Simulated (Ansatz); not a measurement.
Ti3O4: moving Ti off its site

Ti3O4, Cmmm, a = 5.826 Å, b = 8.061 Å, c = 2.969 Å (as given, not relaxed at this level: 0.0 GPa, forces to 0.02 eV/Å). The structure is a Materials Project entry; whether it is the stable form wasn't checked. Ansatz: PBEsol, PAW, 420 eV, Γ-centred 8×8×14 mesh on 7 atoms, Gaussian smearing 0.15 eV; no spin polarisation.

```
CELL_PARAMETERS angstrom
2.91282 -4.03035 0.00000
2.91282 4.03035 0.00000
0.00000 0.00000 2.96903
ATOMIC_POSITIONS crystal
Ti 0.00000 0.00000 0.50000
Ti 0.50000 0.00000 0.00000
Ti 0.00000 0.50000 0.00000
O 0.76278 0.76278 0.00000
O 0.25888 0.74112 0.50000
O 0.23722 0.23722 0.00000
O 0.74112 0.25888 0.50000
```

Atom 2 (Ti) moves by x along the unit vector (-0.503, 0.696, -0.513), with its periodic images; all else is held. y is the free energy of the cell over the start, F the force along the path summed over the moved atoms. Symmetry makes y even in x.

```tsv
x (Å)	y (meV)	F (eV/Å)
-0.600	?	?
-0.300	476.2	3.83
0.000	0.0	0.00
0.150	98.3	-1.42
0.450	1314.1	-7.57
0.525	1967.5	-9.91
```

Fit y = c2 x² + c4 x⁴ to the energies of the other rows, give the force constant, and predict energy and force of the missing row.

Least squares on the rows shown. y = 4479.6 x² + 9702.3 x⁴. The force constant is 2 c2 = 8.96 eV/Å² (for all images moving together, not for a lone atom). The force −dy/dx at the missing row is 13.76 eV/Å (computed 12.54). With a term in x⁶ added, the coefficient of x² becomes 4129, 8 % less, which shows how far this figure hangs on the form. At x = -0.600 the fit asked for gives 2870.1 meV. The run gave 2807.4 meV, so the fit is 62.7 meV too high, 2.2 % of the span of the series, against an rms of 6.8 meV on the fitted rows. The row lies outside the fitted range. With a term in x⁶ added, a fit to the same known rows predicts 2789.5 meV, so most of the miss is curvature that the known rows already hold.

Spin polarisation was left out, and a magnetic state may lie lower.

The energy rises on every displaced row and the force always points back to the start, so Ti sits in a single well along this line, with no sign of off-centring. The positive quartic term means that the well stiffens with displacement. The coordinates show why: the path leads towards an edge of the surrounding O octahedron, compressing two Ti–O contacts at once, and short-range repulsion grows faster than the opposite bonds lose strength. The overestimate at -0.600 Å shows that this stiffening is less steep at large amplitude than the quartic form implies, probably because the stretched bonds on the far side contribute ever less.

Off-centring of Ti in oxides is typically driven by mixing of filled O 2p with empty Ti 3d states. Here Ti is formally reduced, and the partly filled d shell probably weakens that drive. A single well along one line doesn't establish dynamical stability, since a coupled motion of Ti and O could still be soft.
